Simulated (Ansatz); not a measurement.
## Ni: pressure as volume per atom varies

Periodic Kohn-Sham DFT of a crystal at fixed atoms; pressure and stress are positive in compression; the energy is the free energy less that of spherical unpolarised free atoms; site moments are those in the method's own spheres, positive along +z. The results are calculated, by Ansatz 0.2.0.

Cell of the first row (space group Fm-3m, No. 225):
```
CELL_PARAMETERS angstrom
0.00000 1.73190 1.73190
1.73190 0.00000 1.73190
1.73190 1.73190 0.00000
ATOMIC_POSITIONS crystal
Ni 0.00000 0.00000 0.00000
```

Settings of every row: method frozen-core PAW; functional LDA; relativity scalar; k mesh 20x20x20; filling fermi-dirac; smearing width 0.05 eV; wave cutoff 420 eV; paw set soft_2.

Atom:
| element | start moment (bohr magneton) |
| --- | --- |
| Ni | 1.5 |

Limits: PAW files made with PBE; all rows lie far from zero pressure; with one magnetic atom in the cell only parallel moments are possible.

| row | volume per atom (Å³) | pressure (GPa) | cell moment (bohr magneton) |
| --- | --- | --- | --- |
| 1 | 10.389 | -8.075 | 0.617 |
| 2 | 10.499 | -10.294 | 0.618 |
| 3 | 10.61 | -12.373 | 0.62 |
| 4 | 10.831 | -16.145 | 0.623 |
| 5 | 10.941 | -17.854 | 0.625 |
| 6 | 11.052 | -19.453 | 0.627 |
| 7 | 11.162 | -20.949 | 0.628 |
| 8 | 11.273 | -22.348 | 0.63 |
| 9 | 11.494 | -24.88 | 0.633 |
| 10 | 11.605 | -26.018 | 0.634 |
| 11 | 11.715 | ? | ? |

Question: what pressure should row 11 give?

Worked fit of pressure. Take u = (V_r/V)^(2/3) − 1 with V_r = 10.997 Å³ an atom, which is twice the finite (Eulerian) strain; such expansions in the strain, on which the Birch-Murnaghan equation of state is built, carry the rest volume and the bulk modulus. The shown rows have u = 0.03864, 0.03138, 0.02417, 0.01019, 0.00341, -0.00332, -0.00988, -0.01639, -0.02904, -0.03524. Least squares give pressure = −18.6738 + 238.612 × u + 886.78 × u² + 884 × u³ GPa; a parabola predicts inner rows, each left out in turn, worse (root mean square 0.01 against 0.0063 GPa). The rows lie off it by 0.004, -0.008, 0.003, 0.004, -0.004, 0.003, -0.003, 0.002, -0.003, 0.002 (root mean square 0.0039 GPa). The withheld row has u = -0.04129, so the fit gives −18.6738 + 238.612 × (-0.04129) + 886.78 × (-0.04129)² + 884 × (-0.04129)³ = -27.076 GPa.

The calculation gave -27.083 GPa. The fit lies 0.007 GPa (0.037 % of the column's range) above it; its largest miss of a shown row is 0.008 GPa. This row lies beyond the range of the fit.

The other values of row 11: cell moment 0.636 bohr magneton.
